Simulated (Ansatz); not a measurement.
From the elastic tensor of Sr₃TiO to moduli and sound speeds

Level of theory: DFT PBEsol, scalar-relativistic, plane waves, PAW (Ansatz). Plane waves to 420 eV; Γ-centred k mesh 8×8×8; Gaussian smearing of 0.20 eV. Collinear spin, site moments 0.1, 0.1, 0.1, 2.3, 0.0 μB.

It takes space group Pm-3m (No. 221, cubic). The conventional cell has a = 5.181 Å, b = 5.181 Å, c = 5.181 Å, α = 90.00°, β = 90.00°, γ = 90.00°. Sr (site symmetry 4/mmm) is surrounded by 2 O at 2.59 Å. Ti (site symmetry m-3m) is surrounded by 12 Sr at 3.66 Å. Around O (site symmetry m-3m) lie 6 Sr at 2.59 Å.

The cell was built by swapping an element in a database structure (itself possibly hypothetical) and relaxing; it need not be the stable form of this composition. In a metal, frequencies and elastic constants depend on the k mesh and the smearing, soft modes and shear constants most. A semilocal functional can close a gap that the real compound has.

Relaxed-ion constants (GPa, on the Cartesian axes of the calculation):
```
54.6 26.9 26.9  0.0  0.0  0.0
26.9 54.6 26.9  0.0  0.0  0.0
26.9 26.9 54.6  0.0  0.0  0.0
 0.0  0.0  0.0 28.2  0.0  0.0
 0.0  0.0  0.0  0.0 28.2  0.0
 0.0  0.0  0.0  0.0  0.0 28.2
```

Density 3.902 g/cm³; 5 atoms in 139.04 Å³.

The values that follow are for a polycrystal of randomly turned grains, by Hill's mean where one number stands.

```
Bulk modulus, Voigt / Reuss / Hill          : 36.2 / 36.2 / 36.2 GPa
Shear modulus, Voigt / Reuss / Hill         : 22.4 / 19.9 / 21.2 GPa
Young's modulus                             : 53 GPa
Poisson ratio                               : 0.255
Pugh ratio B/G                              : 1.71 (under 1.75, the rule of thumb for brittle)
Universal anisotropy index                  : 0.63
Longitudinal and transverse sound speeds    : 4062 and 2329 m/s
Debye temperature from the mean sound speed : 254 K
```

Cost: 1 run of about 4.9 core-minutes, on Intel Xeon Platinum 8488C (Sapphire Rapids) (shared hosts).

Sr₃TiO is soft and elastically stable in its cubic cell, since C₁₁ exceeds C₁₂ and C₄₄ is positive. As an inverse perovskite it has O inside Sr octahedra and Ti surrounded by Sr, so it lacks the stiff Ti–O network that makes ordinary titanate perovskites hard. The constants stand close to the 2:1:1 ratio expected for central forces between nearest neighbours in a face-centred cubic array, which is the arrangement Sr and Ti form together. This suggests that metal–metal contacts along the face diagonals shape the response more than the axial Sr–O bonds do, and it explains why shear along the cube faces (28.2 GPa) meets more resistance than tetragonal shear.

Ti is too electropositive to take up the electrons left over after oxide formation; they probably remain in Ti d and Sr-derived states, in keeping with the Ti moment of 2.3 μB. The Pugh ratio lies too near its threshold to establish brittleness. Homogeneous strain doesn't test whether the octahedra would rotate in a larger cell.
